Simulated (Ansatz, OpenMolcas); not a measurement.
From C to Sn: the HOMO–LUMO gap

One atom is swapped for its congeners: SeH(CH3); SiH3(SeH); SnH3(SeH). The Ge member is missing. All are singlets with charge 0.

Shapes, held fixed at every level: PBE0-D4/def2-TZVP. Programs: Ansatz 0.2.0, OpenMolcas 26.06. A level may come from different programs for different species; with the same settings they agree closely. Values in eV.

| level | SeH(CH3) | SiH3(SeH) | SnH3(SeH) |
| --- | --- | --- | --- |
| HF/def2-SVP | 12.90 | 13.33 | 11.98 |
| PBE-D4/def2-TZVPP | 4.56 | 5.01 | 4.19 |
| r2SCAN-D4/def2-TZVPP | 5.16 | 5.62 | 4.74 |
| B3LYP-D4/def2-TZVPP | 6.10 | 6.54 | 5.63 |
| PBE0-D4/def2-TZVPP | 6.62 | 7.00 | 6.14 |
| wB97M-V/def2-TZVPP | 10.60 | 10.86 | 9.90 |

At wB97M-V/def2-TZVPP the HOMO–LUMO gap isn't monotonic: it is largest for Si and smallest for Sn (10.86 and 9.90 eV). Every level shows the same order. For atoms past krypton def2 sets carry core potentials with scalar relativity. Relativity is left out for Se unless named. Orbital gaps aren't excitation energies, and the LUMO depends on the basis.

Replacing carbon by silicon widens the gap, while tin narrows it below the carbon value, so the gap doesn't simply follow the size of the group 14 atom. The HOMO in all three is probably the selenium 4p lone pair. A methyl group raises it through filled C–H orbitals of π symmetry, whereas a silyl group donates less in this way and can accept some lone-pair density into its σ* orbitals, which would account for the wider gap in SiH3(SeH). With tin, the more diffuse valence orbitals overlap less well with selenium, and a lower-lying Sn–Se σ* orbital probably outweighs any stabilisation of the lone pair.

The choice of method moves the gap far more than the substitution does: for SnH3(SeH) it runs from 4.19 to 11.98 eV, probably mainly because of the differing share and range of exact exchange. The ordering is therefore better supported than any single value. Whether the decline after silicon already begins at germanium remains open.
